## 1. Model and premises

$N$ point ions of mass $m$ and charge $e$ move in a periodic volume $V$, with $n=N/V$, on a rigid uniform neutralising background. Notation:

$$a=\Big(\frac{3}{4\pi n}\Big)^{1/3},\quad \Gamma=\frac{e^2}{4\pi\epsilon_0 a k_BT},\quad \omega_p^2=\frac{ne^2}{\epsilon_0 m},\quad v_T^2=\frac{k_BT}{m},$$

with $e^2/4\pi\epsilon_0=1.440$ eV nm. Eliminating $n$ gives

$$\omega_p^2a^2=3\Gamma v_T^2. \tag{1}$$

Premises:

- P1. Classical Newtonian dynamics and canonical averages. A magnetic field is added in Section 7.
- P2. The background removes the $\mathbf q=0$ component of $v(q)=e^2/\epsilon_0q^2$:
$$U=\frac1V\sum_{\mathbf q\neq0}v(q)\sum_{i<j}e^{i\mathbf q\cdot\mathbf r_{ij}}+\text{const}.$$
- P3. The fluid is uniform and isotropic, $h(r)=g(r)-1$ decays fast enough for its low moments to exist, and screening is perfect, $S(q\to0)=0$. Here $S(q)=1+n\hat h(q)$.

The excess energy per ion in units of $k_BT$ is

$$u=\frac{n}{2k_BT}\int d^3r\,h(r)\frac{e^2}{4\pi\epsilon_0r}=\frac{\omega_p^2}{2v_T^2}\int_0^\infty h(r)\,r\,dr. \tag{2}$$

## 2. The frequencies $\omega_L$ and $\omega_T$

Take $\mathbf k=k\hat{\mathbf z}$ and $e_i=e^{-i\mathbf k\cdot\mathbf r_i}$. The current is $j_\alpha=\sum_i v_{i\alpha}e_i$, with $\alpha=z$ (L) or $\alpha=x$ (T). Let $C_\alpha(k,t)=\langle j_\alpha(t)j_\alpha^*(0)\rangle/N$. Velocities of different ions are independent, so $C_\alpha(k,0)=v_T^2$. Stationarity moves one time derivative to the other factor, $\ddot C_\alpha(0)=-\langle|\dot j_\alpha|^2\rangle/N$. Define

$$\omega_\alpha^2(k)=\frac{\langle|\dot j_\alpha|^2\rangle}{Nv_T^2}=\frac{\int\omega^2C_\alpha(k,\omega)\,d\omega}{\int C_\alpha(k,\omega)\,d\omega}. \tag{3}$$

Continuity, $\dot\rho_{\mathbf k}=-ikj_z$, gives $C_L(k,\omega)=\omega^2S(k,\omega)/k^2$. Hence $\omega_L^2$ is the ratio of the fourth to the second moment of $S(k,\omega)$. These are exact mean-square frequencies. They are mode frequencies only if one sharp pair of lines carries the spectrum (Section 6).

## 3. Second moment for any potential

Write $\dot j_\alpha=A+B$ with

$$A=\frac1m\sum_iF_{i\alpha}e_i,\qquad B=-i\sum_i(\mathbf k\cdot\mathbf v_i)v_{i\alpha}e_i .$$

Tool: integration by parts of $e^{-U/k_BT}$ with $F_{i\alpha}=-\partial_{i\alpha}U$ gives $\langle F_{i\alpha}f\rangle=-k_BT\langle\partial_{i\alpha}f\rangle$. Let $W=\sum_{i\ne j}\langle e_ie_j^*\rangle$.

*Kinetic term.* Gaussian averages are $\langle v_z^4\rangle=3v_T^4$, $\langle v_z^2v_x^2\rangle=v_T^4$ and $\langle(\mathbf k\cdot\mathbf v)v_\alpha\rangle=k_\alpha v_T^2$. With $\nu_L=3$, $\nu_T=1$,
$$\langle|B|^2\rangle=N\nu_\alpha k^2v_T^4+k_\alpha^2v_T^4W.$$

*Cross term.* The velocity average of $B^*$ is $ik_\alpha v_T^2\sum_je_j^*$. For $i=j$, $e_ie_i^*=1$ and the tool gives zero. For $i\neq j$ it gives $\langle F_{i\alpha}e_ie_j^*\rangle=ik_\alpha k_BT\langle e_ie_j^*\rangle$. So $\langle AB^*\rangle=-k_\alpha^2v_T^4W$, which is real, and
$$\langle AB^*+A^*B\rangle=-2k_\alpha^2v_T^4W.$$

*Force term.* Apply the tool to $F_{i\alpha}$ with $f=F_{j\alpha}e_ie_j^*$. The derivative of $F_{j\alpha}$ gives the Hessian of $U$. The derivative of the phase, present for $i\ne j$, gives $ik_\alpha k_BT\langle F_{j\alpha}e_ie_j^*\rangle$, and a second use gives $\langle F_{j\alpha}e_ie_j^*\rangle=-ik_\alpha k_BT\langle e_ie_j^*\rangle$. Thus
$$\langle|A|^2\rangle=\frac{k_BT}{m^2}\sum_{ij}\langle\partial_{i\alpha}\partial_{j\alpha}U\,e_ie_j^*\rangle+k_\alpha^2v_T^4W.$$

The $W$ terms cancel, $1-2+1=0$:

$$\omega_\alpha^2=\nu_\alpha k^2v_T^2+\frac1{Nm}\sum_{ij}\big\langle\partial_{i\alpha}\partial_{j\alpha}U\,e^{-i\mathbf k\cdot\mathbf r_{ij}}\big\rangle. \tag{4}$$

## 4. Coulomb Hessian

From P2, $\partial_{i\alpha}\partial_{j\alpha}U=V^{-1}\sum_{\mathbf q}v(q)q_\alpha^2e^{i\mathbf q\cdot\mathbf r_{ij}}$ for $i\neq j$. The diagonal element is minus the sum of these over $j\ne i$. The potential term of (4) becomes

$$\frac1{NmV}\sum_{\mathbf q\ne0}v(q)q_\alpha^2\sum_{i\neq j}\big\langle e^{i(\mathbf q-\mathbf k)\cdot\mathbf r_{ij}}-e^{i\mathbf q\cdot\mathbf r_{ij}}\big\rangle .$$

Now $\sum_{i\ne j}\langle e^{i\mathbf p\cdot\mathbf r_{ij}}\rangle$ equals $Nn\hat h(p)$ for $\mathbf p\neq0$ and $N(N-1)$ for $\mathbf p=0$. The single term $\mathbf q=\mathbf k$ is therefore macroscopic and gives $nv(k)k_\alpha^2/m=\omega_p^2\hat k_\alpha^2$, the mean field. It acts on L only. The rest becomes an integral as $V\to\infty$:

$$D_\alpha(k)=\omega_p^2\int\frac{d^3q}{(2\pi)^3}\,\hat q_\alpha^2\,\big[\hat h(|\mathbf q-\mathbf k|)-\hat h(q)\big]=\omega_p^2\int d^3r\,h(r)\,(e^{i\mathbf k\cdot\mathbf r}-1)\,T_{\alpha\alpha}(\mathbf r).$$

The kernel is the transform of $\hat q_\alpha\hat q_\beta$:

$$T_{\alpha\beta}=-\partial_\alpha\partial_\beta\frac1{4\pi r}=\frac{\delta_{\alpha\beta}}3\delta(\mathbf r)-\frac{3\hat r_\alpha\hat r_\beta-\delta_{\alpha\beta}}{4\pi r^3}.$$

The factor $e^{i\mathbf k\cdot\mathbf r}-1$ removes the delta term. With $\mu=\cos\theta$, $3\hat r_z^2-1=2P_2(\mu)$, and the azimuthal average of $3\hat r_x^2-1$ is $-P_2(\mu)$. The angular average of $P_2$ is zero, and that of $e^{ikr\mu}P_2(\mu)$ is $i^2j_2(kr)=-j_2(kr)$. Therefore

$$D_L=2\omega_p^2\int_0^\infty\frac{dr}{r}h(r)j_2(kr),\qquad D_T=-\tfrac12D_L,$$
$$\omega_L^2=\omega_p^2+3k^2v_T^2+D_L,\qquad\omega_T^2=k^2v_T^2+D_T. \tag{5}$$

Equation (5) is exact at all $k$ under P1–P3. Two tests:

- Trace: $\omega_L^2+2\omega_T^2=\omega_p^2+5k^2v_T^2$, free of correlations, because the kernel is traceless away from the origin.
- Large $k$: only small $r$ counts, where $h=-1$. Since $j_2(x)/x=-\frac{d}{dx}[j_1(x)/x]$, $\int_0^\infty j_2\,dx/x=1/3$. The potential parts of both $\omega_L^2$ and $\omega_T^2$ tend to $\omega_p^2/3$, the squared frequency of an ion in the field of the background alone.

## 5. Small $k$

Insert $j_2(x)=x^2/15-x^4/210+\dots$ The first term gives $D_L=\frac2{15}\omega_p^2k^2\int h\,r\,dr$, and (2) turns the integral into $2uv_T^2/\omega_p^2$:

$$\boxed{\;\omega_L^2=\omega_p^2+\frac{k_BTk^2}{m}\Big(3+\frac{4u}{15}\Big),\qquad\omega_T^2=\frac{k_BTk^2}{m}\Big(1-\frac{2u}{15}\Big)\;} \tag{6}$$

up to $O(k^4)$. With (1),

$$\frac{\omega_L^2}{\omega_p^2}=1+b_L(ka)^2,\quad b_L=\frac1\Gamma+\frac{4u}{45\Gamma};\qquad\frac{\omega_T^2}{\omega_p^2}=b_T(ka)^2,\quad b_T=\frac1{3\Gamma}-\frac{2u}{45\Gamma}. \tag{7}$$

**Strong coupling.** Put each ion at the centre of a neutralising sphere of radius $a$. In units of $e^2/4\pi\epsilon_0a$, the self-energy of the sphere is $+3/5$ and the ion–sphere energy is $-3/2$, so $u=-0.9\,\Gamma$. The Lieb–Narnhofer theorem (quoted, not proved here) makes this a lower bound, $u\ge-0.9\,\Gamma$. Consequences:

- $b_L\ge1/\Gamma-0.08$. The form $\omega_L^2=\omega_p^2[1-0.08(ka)^2]$, with $b_T=0.04$, needs the ion-sphere energy and $\Gamma\to\infty$. At finite $\Gamma$ the kinetic term $1/\Gamma$ must be kept.
- $b_L<0$ requires $u<-45/4$. Since $3+4u/15\ge3-0.24\,\Gamma$, this is impossible below $\Gamma=12.5$.

Origin of the sign: the correlation hole, $h<0$ at short range, removes the near neighbours that the mean field counts. This weakens the longitudinal restoring force and creates a shear one of half the size.

**Next order.** With $x=r/a$ and $M=3\int_0^\infty h\,x^3dx$, the second term of $j_2$ adds $-M(ka)^4/315$ to $\omega_L^2/\omega_p^2$ and $+M(ka)^4/630$ to $\omega_T^2/\omega_p^2$. Perfect screening gives $S(q)=n\int d^3r\,h\,[\sin(qr)/qr-1]$. Use $\int_0^\infty(\sin y-y)\,dy/y^3=-\pi/4$. With $s=qa$,

$$M=-\frac4\pi\int_0^\infty\frac{S}{s^2}\,ds<0,\qquad\frac u\Gamma=\frac1\pi\int_0^\infty(S-1)\,ds, \tag{8}$$

the second relation being (2) in Fourier space. A crude size follows from a step, $S=\Theta(s-s_0)$: $s_0=-\pi u/\Gamma$ and $M=-4/\pi s_0$.

## 6. From moments to modes

**Longitudinal.** A second exact ratio is $\omega_0^2=\int\omega^2S\,d\omega/\int S\,d\omega=k^2v_T^2/S(k)$, and the Cauchy–Schwarz inequality gives $\omega_0^2\le\omega_L^2$. One further premise is needed, P4: the direct correlation function is $-v(k)/k_BT$ plus a regular part $c^R(k)$ with $1-nc^R(0)=(\partial P/\partial n)_T/k_BT$. The virial pressure is $P=nk_BT(1+u/3)$ and $\Gamma\propto n^{1/3}$. The Ornstein–Zernike relation $1/S=1-nc$ then gives

$$\frac{\omega_0^2}{\omega_p^2}=1+b_0(ka)^2,\qquad b_0=\frac{1}{3\Gamma}\Big(1+\frac u3+\frac\Gamma9\frac{du}{d\Gamma}\Big). \tag{9}$$

At $k\to0$ both ratios equal $\omega_p^2$, so Cauchy–Schwarz is saturated and the spectrum is one sharp pair at $\pm\omega_p$. At order $k^2$, $b_0\ne b_L$, so a fraction of order $k^2$ of the weight lies off the line, and sum rules alone do not fix the peak. The normalised density correlation $\phi$ obeys the memory equation $\ddot\phi+\omega_0^2\phi+\int_0^tK(t-t')\dot\phi(t')dt'=0$, and matching the $t^4$ term fixes $K(0)=\Delta=\omega_L^2-\omega_0^2$. Model $K=\Delta e^{-t/\tau}$ and take $\phi\propto e^{-i\omega t}$:

$$\omega^2=\omega_0^2+\Delta\frac{-i\omega\tau}{1-i\omega\tau}\;\Rightarrow\;\omega^2\simeq\omega_L^2-\frac{\Delta}{1+\omega_p^2\tau^2}-i\frac{\Delta\,\omega_p\tau}{1+\omega_p^2\tau^2}, \tag{10}$$

to first order in $\Delta\propto k^2$. In this model $\omega_L$ is the plasmon frequency when $\omega_p\tau\gg1$.

**Transverse.** Here $\dot C_T=-\int_0^tK_T(t-t')C_T(t')dt'$ with $K_T(0)=\omega_T^2$. The model $K_T=\omega_T^2e^{-t/\tau}$ gives $\omega^2+i\omega/\tau-\omega_T^2=0$, so

$$\omega=-\frac{i}{2\tau}\pm\sqrt{\omega_T^2-\frac1{4\tau^2}}. \tag{11}$$

As $k\to0$ the slow root is $-i\omega_T^2\tau$. Hydrodynamics requires $-i\eta k^2/nm$, so $\tau=\eta/G_\infty$ with $G_\infty=nk_BT(1-2u/15)$. A fluid has no shear wave at $k\to0$. Propagation starts at $\omega_T\tau=1/2$. With $\eta^*=\eta/nm\omega_pa^2$,

$$\omega_p\tau=\eta^*/b_T,\qquad k^*a=\sqrt{b_T}/2\eta^*. \tag{12}$$

## 7. The Penning trap as a one-component plasma

Let $\mathbf B=B\hat{\mathbf z}'$ and $\Omega_c=eB/m$, and let the cloud rotate rigidly with angular velocity $-\omega_r\hat{\mathbf z}'$. In the co-rotating frame $\mathbf v=\mathbf v'-\omega_r\hat{\mathbf z}'\times\mathbf r$. Let $\boldsymbol\rho$ be the part of $\mathbf r$ normal to the field. The Lorentz force is $m\Omega_c\mathbf v'\times\hat{\mathbf z}'-m\Omega_c\omega_r\boldsymbol\rho$, the Coriolis force is $-2m\omega_r\mathbf v'\times\hat{\mathbf z}'$, and the centrifugal force is $m\omega_r^2\boldsymbol\rho$. Their sum is

$$m\Omega_v\mathbf v'\times\hat{\mathbf z}'-m\omega_r(\Omega_c-\omega_r)\boldsymbol\rho,\qquad\Omega_v=\Omega_c-2\omega_r .$$

The electrode potential obeys Laplace's equation. The Laplacian of the total confining potential energy is thus $2m\omega_r(\Omega_c-\omega_r)$, that of a uniform negative background of density $n$ with

$$\omega_p^2=2\omega_r(\Omega_c-\omega_r). \tag{13}$$

The velocity-dependent force does no work and leaves classical statics, hence $u(\Gamma)$, unchanged. It adds $\Omega_v(\mathbf j\times\hat{\mathbf z}')_\alpha$ to $\dot j_\alpha$. This term is odd in the velocities while $A$ and $B$ are even, so cross terms vanish. The moment $\omega_\alpha^2$ gains $\Omega_v^2$ for a current normal to the field and nothing for a current along it. At the Brillouin point $\omega_r=\Omega_c/2$ one has $\Omega_v=0$, $\omega_p=\Omega_c/\sqrt2$ and $n=\epsilon_0B^2/2m$, and P1 holds in the rotating frame.

## 8. Range of validity

- Equation (5): exact moments for the classical uniform fluid at any $\Gamma$ and $k$. Classical means $\hbar\omega_p\ll k_BT$.
- Equations (6), (7): $|M|(ka)^2/315\ll|b_L|$, in practice $ka\lesssim1$ at strong coupling. Near the zero of $b_L$ the $k^4$ term matters earlier.
- $\omega_L$ as plasmon peak: $\omega_p\tau\gg1$. Otherwise the shift in (10) rivals $b_L$, and the zero of $b_L$ need not be the coupling at which the peak dispersion changes sign.
- $\omega_T$ as shear-wave frequency: $k\gg k^*$. With $ka\lesssim1$ this leaves a narrow window or none.
- Fluid only. In a crystal P3 fails, and (6) holds for the average over directions of $\mathbf k$.
- Trap: wavelength small against the cloud, interior away from the surface layers, and $\Omega_v^2$ small against $\omega_\alpha^2$. Away from the Brillouin point the moment for $\mathbf k\parallel\mathbf B$, L, is unchanged, but higher moments are not.

## 9. Illustration: Be$^+$ at $\Gamma=100$

Given inputs: $m\approx9.012$ u, a typical field $B=4.5$ T, rotation at the Brillouin point, and the approximate fluid values $u\approx-87.5$ and $\eta^*\approx0.2$. In (9) set $\Gamma\,du/d\Gamma\approx u$, as for $u$ nearly linear in $\Gamma$.

*Scales.* $\hbar\Omega_c=31.7$ neV and $\hbar\omega_p=22.4$ neV ($\omega_p/2\pi=5.42$ MHz). $n=5.99\times10^{-12}$ nm$^{-3}$ and $a=3.42\times10^3$ nm. $k_BT=4.22$ $\mu$eV, or $T=0.0489$ K. $\hbar\omega_p/k_BT=0.0053$, so the ions are classical. $v_T=6.72$ nm/ns.

*Coefficients.* $3+4u/15=-20.3$ and $1-2u/15=12.7$, so

$$b_L=0.0100-0.0778=-0.068,\qquad b_T=0.0033+0.0389=0.0422 .$$

The kinetic term cancels 13% of the correlation term. A change of $u$ by one unit moves $b_L$ by 0.0009, and the ion-sphere energy would give $-0.070$. The elastic shear speed is $v_T\sqrt{1-2u/15}=24$ nm/ns.

| $ka$ | $2\pi/k$ ($10^4$ nm) | $\omega_L/\omega_p$ | $\hbar(\omega_L-\omega_p)$ (neV) | $\omega_T/\omega_p$ | $\hbar\omega_T$ (neV) |
|---|---|---|---|---|---|
| 0.5 | 4.29 | 0.991 | $-0.19$ | 0.10 | 2.3 |
| 1.0 | 2.15 | 0.966 | $-0.77$ | 0.21 | 4.6 |

*Sizes of neglected terms.*

- Order $k^4$: $s_0=2.75$, $M=-0.46$, giving $+0.0015(ka)^4$, about 2% of the $k^2$ term at $ka=1$, or 0.02 neV in $\hbar\omega_L$.
- Longitudinal relaxation: $b_0=-0.13$ and $\Delta=0.06\,\omega_p^2(ka)^2$, as large as $|b_L|$ itself. From (12), $\omega_p\tau=4.7$. If this $\tau$ also serves in (10), the peak coefficient lies 0.002 below $b_L$, and the damping rate is $0.006\,\omega_p(ka)^2$ against a frequency shift of $0.034\,\omega_p(ka)^2$.
- Shear relaxation: $k^*a=0.5$. In model (11) the first row of the table is at the threshold and its $\omega_T$ is a moment only. At $ka=1$ the real part is $0.18\,\omega_p$ in place of $0.21\,\omega_p$.
- Field: at $\omega_r=0.05\,\Omega_c$, $\Omega_v^2/\omega_p^2=8.5$, far above $b_T(ka)^2$. The moment of a current normal to the field is then set by $\Omega_v$.